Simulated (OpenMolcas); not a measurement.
A ladder of methods for C4H11As (tert-butylarsine)

The species is C4H11As (16 atoms), meant as a singlet with charge 0. As SMILES, `CC(C)(C)[AsH2]`. The shape is that of a PBE0-D4/def2-TZVP optimisation. This is one conformer, not always the lowest.

Quantity: the vertical energy of the triplet above the singlet, in eV. The values are calculated.

| level | kind | program | value (eV) | CPU time (all runs) |
| --- | --- | --- | --- | --- |
| HF/6-31G* (spherical functions) | Hartree–Fock | OpenMolcas | 5.15 | 45 s |
| SVWN5/6-31G* (spherical functions) | LDA | OpenMolcas | 5.27 | 2.4 min |
| BLYP/6-31G* (spherical functions) | GGA | OpenMolcas | 5.28 | 3.5 min |
| PBE/6-31G* (spherical functions) | GGA | OpenMolcas | 5.18 | 3.6 min |
| TPSS/6-31G* (spherical functions) | meta-GGA | OpenMolcas | 5.24 | 4.7 min |
| B3LYP/6-31G* (spherical functions) | global hybrid | OpenMolcas | 5.38 | 3.5 min |
| BHLYP/6-31G* (spherical functions) | global hybrid | OpenMolcas | 5.47 | 3.6 min |

All-electron rows without a relativistic Hamiltonian named are non-relativistic. The values span 5.15 to 5.47 eV. A triplet this far above the singlet is often a Rydberg-like or dissociative state; sets without diffuse functions put Rydberg states too high. Times are those of the runs behind each value, whatever else they computed, on shared processors of several kinds: orders of magnitude only.

Every level puts the triplet well above the closed-shell singlet, as expected for a saturated arsine with no low-lying π* orbital. The electron promoted most likely comes from the arsenic lone pair and enters an orbital with As–H and As–C σ* character, so the excitation costs bonding without the compensation a conjugated system could offer.

The ladder doesn't produce a steady progression. From BLYP through B3LYP to BHLYP the gap rises from 5.28 to 5.38 and 5.47 eV as the share of exact exchange grows, yet Hartree–Fock, with full exact exchange, gives the lowest value, 5.15 eV. The exchange fraction alone therefore can't order the results; the Hartree–Fock drop probably reflects missing opposite-spin correlation, which stabilises the paired singlet more than the triplet. PBE, at 5.18 eV, lies closer to Hartree–Fock than to BLYP, so the choice of functional within one rung also matters.

A vertical gap doesn't show whether the relaxed triplet would retain its bonds or favour As–H or As–C cleavage.
